In gallium arsenide, the localised orbitals computed here have root-mean-square radii of 1.1 to 1.5 Å, roughly half the 2.4 Å between neighbouring atoms. A density-functional calculation has turned the bands of GaAs into eight Wannier functions, which are localised orbitals that together rebuild the bands. The task is to find out what kind of orbital each one is.

Wannier functions of GaAs, computed with GPAW 26.7.0 (TPSS, PAW data sets, 600 eV plane-wave cutoff, 8x8x8 k mesh, no spin–orbit coupling) and Wannier90 3.1.0 (5x5x5 k mesh, no iterations to minimise the spread). Centres are given as fractions of the cell edges. Candidates: 4, 7, 1, 3, 2, 5, 6, 8.

| row | function a (fractional) | function b (fractional) | function c (fractional) | function spread (angstrom^2) |
| --- | --- | --- | --- | --- |
| A | 0.750 | 0.750 | 0.750 | 1.774 |
| B | 0.750 | 0.750 | 0.750 | 1.774 |
| C | 0.000 | 0.000 | 0.000 | 1.659 |
| D | 0.750 | 0.750 | 0.750 | 1.251 |
| E | 0.000 | 0.000 | 0.000 | 2.276 |
| F | 0.000 | 0.000 | 0.000 | 2.276 |
| G | 0.750 | 0.750 | 0.750 | 1.774 |
| H | 0.000 | 0.000 | 0.000 | 2.276 |

The columns function a, function b and function c give the centre of each function as fractions of the three cell edges. The function spread is the mean square distance of the electron from that centre, so its square root is a radius. The underlying density-functional calculation used an 8x8x8 mesh, and the Wannier functions were built on a coarser 5x5x5 mesh. The candidates are only serial numbers. They count through the four functions of one atom and then those of the other, with s before p on each.

**(a) Where do the functions sit, and which are s and which p?**

*Solution.* There are only two centres, with four functions on each. The step from (0.75, 0.75, 0.75) to the next equivalent of the origin, (1, 1, 1), is a quarter of the cell's long diagonal. With edges of 3.998 Å at 60° to one another, its length is $0.25\times 3.998\ \text{Å}\times\sqrt{6}=2.448$ Å, which is exactly the Ga–As contact. That fits functions sitting on the atoms. The distance alone is no proof, because the empty sites of this structure lie just as far from their nearest atoms, but the functions were also started from orbitals on the atoms. Orbitals placed on the four bonds of the cell would have four different centres.

The sizes then separate s from p. At the centre 0.75, function D stands alone with a spread of 1.251 Å², while A, B and G share 1.774 Å². At the origin, C stands alone in the same way beside E, F and H. Each atom has four neighbours at the corners of a tetrahedron, and the rotations of a tetrahedron turn $p_x$, $p_y$ and $p_z$ into one another. Three p functions must therefore have equal spreads, whereas the s function has no partner. Four sp³ hybrids would instead form a set of four equals, with centres pushed out towards the neighbours.

The single function is also the tighter one on both atoms, as an s function should be. An s electron penetrates to the nucleus and feels more of its charge, while the angular momentum of a p electron keeps it away from the nucleus, so that the inner electrons screen it better. The p spread is about 1.4 times the s spread on either atom. This clean division should not be taken as a discovery about bonding in GaAs, because the functions were built from atom-like starting orbitals and their spread was not minimised afterwards.

The centres are essential to this sorting. By size alone, C (1.659 Å²) would fall next to A (1.774 Å²), although one is an s function and the other a p function on a different atom. The spreads were not tested for convergence, so such a small difference is a poor guide.

**(b) Which centre is arsenic and which is gallium?**

*Solution.* It is tempting to give the larger functions to arsenic, because it is the anion and anions are large. But an anion is large because extra electrons fill its shell and repel one another. The functions here are single orbitals, and they are not the filled orbitals of ions: the eight valence electrons of the cell fill only four bands, so eight functions must include empty states as well. The fair comparison is between orbitals of the same kind on the two atoms, and there the nuclear charge decides.

Arsenic has two more protons than gallium and two more valence electrons. Electrons in the same shell screen one another badly, so most of the added charge is felt. Slater's rules put this into numbers. The 10 innermost electrons screen fully, the 18 of the third shell by 0.85 each, and the other valence electrons by 0.35 each:

$$Z_\text{eff}(\text{As})=33-10-18\times0.85-4\times0.35=6.3$$

$$Z_\text{eff}(\text{Ga})=31-10-18\times0.85-2\times0.35=5.0$$

For hydrogen-like orbitals of the same shell and kind, the mean square radius goes as $1/Z_\text{eff}^2$. Gallium's functions should then have a spread $(6.3/5.0)^2\approx1.59$ times that of arsenic's. Comparing C with D gives a ratio of 1.33, and comparing the two p sets gives 1.28. The tighter set, at 0.75, is therefore arsenic.

The estimate has the right direction. It gives s and p the same ratio, and the computed ratios are indeed nearly equal, but it makes the excess about twice too large. No closer match should be expected, because Slater's rules are a rough guide to free atoms, whereas these functions are made from crystal bands.

Energy offers a second clue. The same calculation gives the mean energy of an electron placed in each function. At the centre 0.75 it is lower than at the origin by 4.8 eV for s and by 2.4 eV for p. A stronger pull from the nucleus both shrinks an orbital and lowers its energy, so size and energy point to the same element.

**(c) Which serial numbers can be assigned, and how surely?**

*Solution.* D and C are the two s functions, so they must carry the numbers 1 and 5. Which of them is 1 depends on which atom was counted first, and physics can't settle that. The p functions A, B and G follow D in the count, and E, F and H follow C. Within each set of three the order is open, because symmetry makes the members equal in every value shown.

The rows with their labels:

| row | function a (fractional) | function b (fractional) | function c (fractional) | function spread (angstrom^2) |
| --- | --- | --- | --- | --- |
| 1 | 0.750 | 0.750 | 0.750 | 1.251 |
| 2 | 0.750 | 0.750 | 0.750 | 1.774 |
| 3 | 0.750 | 0.750 | 0.750 | 1.774 |
| 4 | 0.750 | 0.750 | 0.750 | 1.774 |
| 5 | 0.000 | 0.000 | 0.000 | 1.659 |
| 6 | 0.000 | 0.000 | 0.000 | 2.276 |
| 7 | 0.000 | 0.000 | 0.000 | 2.276 |
| 8 | 0.000 | 0.000 | 0.000 | 2.276 |

D is number 1 and C is number 5, so the atom at 0.75 was counted first. A, B and G share the numbers 2, 3 and 4, while E, F and H share 6, 7 and 8; any order within a set suits the values equally well. The grouping by atom and the division into s and p are sure. The names of the elements are strongly supported, but they rest on the argument in (b), since a serial number does not name an atom.

Knowing what the functions are does not make them a good model of the bands. Bands rebuilt from them miss the directly calculated ones by 0.07 eV on average, about a tenth of the 0.72 eV gap that this calculation finds on its mesh. That error is small beside the energy differences of 4.8 and 2.4 eV used to tell the atoms apart. But an average does not show how large the miss is at the band edges themselves, so these eight functions should not be taken as a ready-made model for them. The gap itself is also likely to be too small, as is usual with functionals of this kind.
